Q: I have diamond computed at a series of volumes, from squeezed to stretched, and the last two cells are still open. Can I say what pressure and energy they will have before I see them? My first thought was to lay a ruler along the last few pressures.

A: Look at the whole column before you pick up the ruler. The volume is per atom, the shortest distance is the length of a C–C bond, and a positive pressure means that the crystal pushes outward. A negative one means that it pulls inward and has to be held open from outside.

Ansatz 0.2.0, PBE without dispersion correction or spin polarization, for diamond in a two-atom cell with fixed atoms at each volume. The runs use scalar-relativistic PAW, a 420 eV plane-wave cutoff, a 12×12×12 k mesh and 0.02 eV Gaussian smearing. Energies are relative to carbon's standard crystal in PBE, and pressure is positive in compression.

```
volume (Å³/atom)  shortest distance (Å)  energy over elements (eV/atom)  pressure (GPa)
           5.149                  1.495                           0.219           52.45
           5.295                  1.509                           0.179           36.03
           5.452                  1.524                           0.151           20.46
           5.548                  1.533                           0.142           11.91
           5.672                  1.544                           0.137            1.76
           5.740                  1.551                           0.137           -3.36
           5.865                  1.562                           0.143          -12.08
           6.013                  1.575                           0.159          -21.27
           6.114                  1.584                           0.174          -26.91
           6.161                  1.588                           0.182          -29.39
           6.483                  1.615                               ?               ?
           6.554                  1.621                               ?               ?
```

Q: The pressure falls through zero near 5.7 Å³/atom, and the energy has its minimum there. That much fits together, because pressure is minus the slope of energy against volume. But the fall isn't even. Between the first two rows it is 112.5 GPa for each Å³/atom, and between 6.013 and 6.161 it is only 54.9.

A: So the crystal gives way more easily the further it is stretched. Your ruler would freeze the slope at its last value, although it has been weakening along the series. To see whether the weakening should go on, think of two limits. Close to the minimum, the energy of a bond is a parabola in its length, so the pull grows in proportion to the stretch, as in a spring. Very far apart, the atoms no longer feel each other and the pull is zero.

Q: Then the pull must rise from zero, pass through a maximum and die away. Before it reaches that maximum, each further bit of stretch has to start adding less than the one before.

A: Yes, and that is the shape we need. I use the far limit only as a guide to it. A calculation without spin, like this one, would describe separated carbon atoms badly, but our cells are nowhere near that limit. Between the row at 6.161 and the last open cell, the bond grows only from 1.588 to 1.621 Å.

Q: Is it the bonds themselves that soften, or is it just that the crystal gets bigger?

A: Both, and the table lets us separate them. In diamond the volume per atom V and the bond length d are tied by

V = 8d³/(3√3)

and there are two bonds for each atom. Under a uniform stretch, the slope of the energy per bond against its length is therefore

pull per bond = −P · 4d²/√3

where P is the pressure. The factor d² is the geometry: the same pull, spread over a larger area, makes a smaller pressure. How fast this pull rises with d is the stiffness of a bond, with the whole energy of the crystal shared out among its bonds.

Q: I worked it out for the same pairs of rows as before. The stiffness is 36.2 eV/Å² at the squeezed end and 24.0 eV/Å² at the stretched end. That is a loss of a third, whereas the slope of the pressure lost half.

A: So the bonds themselves soften, and geometry adds a good part of the weakening. That much comes straight from the numbers. Why the bonds soften is a matter of theory. Bonding rests on the overlap of orbitals on neighbouring atoms, and the repulsion between atoms rests on overlap too. The tails of orbitals fade roughly exponentially with distance, so both forces should fade in a similar way, the repulsion faster than the attraction. It is the steep repulsion that makes a bond stiff near the minimum, so the stiffness should fade as well.

Q: How do I turn that into a formula?

A: Take a simple energy curve that has a parabola at the minimum and an exponential tail. It is known as the universal binding curve:

E = −D(1 + a) exp(−a), with a = k(d − d₀)

Here d₀ is the bond length at the minimum, D sets the depth and k says how quickly the interaction fades. The slope of E against d is Dk·a·exp(−a), which is a spring force multiplied by a fading factor. Divide it by the slope of V against d, and change the sign, to get the pressure. For a small stretch the result must agree with the definition of the bulk modulus B, and this replaces D:

P = −3B · d₀(d − d₀)/d² · exp(−k(d − d₀))

Q: So there are three constants, B, d₀ and k. Where do they come from?

A: From a least-squares fit to the ten known pressures. It gives B = 432.9 GPa, k = 2.615 per Å and zero pressure at 5.695 Å³/atom. These belong to atoms at rest in PBE; the zero-point motion of real carbon would shift them a little. I would not read k as a property of an orbital, since it absorbs whatever else changes as the crystal expands.

Q: Let me try the first open cell, at 6.483 Å³/atom. From the relation between V and d, the bond at zero pressure is 1.5465 Å, and in the open cell it is 1.6148 Å. The stretch is the difference, 0.0683 Å. I first leave out the fading:

3 × 432.9 × 1.5465 × 0.0683 / 1.6148² = 52.6 GPa

Then I put it in:

exp(−2.615 × 0.0683) = 0.836
P = −52.6 × 0.836 = −44.0 GPa

A: Those two steps hold the physics. If the bonds kept the stiffness that they have at the minimum, the crystal would pull with 52.6 GPa. A stretch of less than a tenth of an ångström takes away about a sixth of that. For compression the exponent changes sign, and the same factor makes the bonds stiffer than at the minimum. Together with the geometry, this is why the squeezed end of your table is the steep one.

Q: And the energy?

A: Stretching the crystal costs work, and the work is the pull summed over the change in volume. Start from the row at 6.161, where the energy over elements is 0.182 eV/atom. On the way to 6.483 the pull grows from 29.4 to 44.0 GPa, so its average is about 36.7 GPa. One eV/Å³ is 160.2 GPa, which gives

36.7 × (6.483 − 6.161) / 160.2 = 0.074 eV/atom

and a total of about 0.256 eV/atom. For the forecast I integrate the fitted curve instead of taking an average, and I set its one additive constant from the ten known energies.

Q: Even at the minimum the energy is about 0.137 eV/atom. Is that strain left in the crystal?

A: No, it is the distance to the reference, which for carbon is graphite. PBE makes diamond look too unstable against graphite; the real difference is roughly a few hundredths of an eV per atom. The offset is the same in each row, so it drops out of the pressure and of the cost of stretching.

Q: How far do you trust the forecast? A curve with three constants can hardly fail to follow ten smooth points.

A: That is why I tested it outside the points it had seen. I fitted the same formula to the seven cells below 5.9 Å³/atom and let it forecast the three more stretched ones. The worst miss was 0.09 GPa, at 6.161. I also fitted the ten pressures with the third-order Birch–Murnaghan equation, which expands the energy in powers of the strain and has no exponential in it. In the open cells it lies below the binding curve by 0.12 and 0.15 GPa.

Q: Then write the forecast down, so that neither of us can adjust it afterwards.

A: The pressure becomes more negative in both cells, but lies above your ruler. It should be near −44 GPa at 6.483 and near −47 GPa at 6.554; the curve itself gives −43.99 and −46.71, with an error bar of ±0.3 GPa about these values. The bar is a judgement that covers the choice of formula, rounding and small effects of the basis set.

The energy keeps rising, to near 0.256 and 0.277 eV/atom. Here the curve itself gives 0.2565 and 0.2766, with an error bar of ±0.002 eV/atom. I also expect diamond to stay in the same electronic state, with no sudden breaking of bonds.

Q: My ruler, with the slope between 6.013 and 6.161, says −47.1 and −51.0 GPa. Let's look.

The withheld rows as computed:

```
volume (Å³/atom)  shortest distance (Å)  energy over elements (eV/atom)  pressure (GPa)
           6.483                  1.615                           0.256          -43.95
           6.554                  1.621                           0.277          -46.70
```

Q: The ruler pulls too hard by 3.1 GPa in the first cell and by 4.3 GPa in the second. Your curve is too negative by only 0.04 and 0.01 GPa.

A: The ruler's error grows because the softening goes on beyond the last known row. Between the two new cells the pressure falls by

(46.70 − 43.95) / (6.554 − 6.483) = 39 GPa for each Å³/atom

compared with 54.9 in the stretched rows that we knew. My own misses are far inside the error bar. That doesn't show that the bar was too wide, because two neighbouring cells on one smooth curve are hardly two separate tests. The misses are also close to what the rounding of the volumes can produce, and I would not look for a cause.

Q: And the energies?

A: Both agree with the forecast to within 0.5 meV/atom, which is as finely as the table prints them. The known energies set only the height of the curve, and its shape came from the pressures. But pressure is minus the slope of the energy by definition, so this is no second test of the physics. It shows that the computed stresses and energies are consistent with each other, and that the integration is sound.

Q: Does this prove that fading overlap is the cause?

A: It supports the shape, not the cause. The Birch–Murnaghan equation contains no overlap, and it also landed inside the error bar, about 0.16 GPa too negative in both cells. Over so short a range, any sensible curve that softens at the right rate will do well. The argument from orbitals tells you why such a softening is to be expected, and the numbers agree with it.

Q: What about your last forecast, that the bonds don't suddenly break?

A: A sudden break would show as a jump in the pressure or a kink in the energy, and both columns run on smoothly. The band gaps from the same runs agree: the gap narrows smoothly from 4.39 eV in the most squeezed cell to 3.84 eV in the most stretched one, so diamond remains an insulator throughout. PBE makes such gaps too small, so the real ones should be wider still. But don't take 47 GPa as a tension that a piece of diamond will survive. In this small perfect cell, the bonds have to lengthen together. A real crystal has flaws and surfaces, where the load concentrates and a crack can start.

Q: And if I only need to turn a pressure into a change of volume?

A: Near zero pressure the bulk modulus of 433 GPa is enough. Further out, use the whole curve. A constant stiffness makes stretched diamond look too hard to pull apart and squeezed diamond too easy to compress.
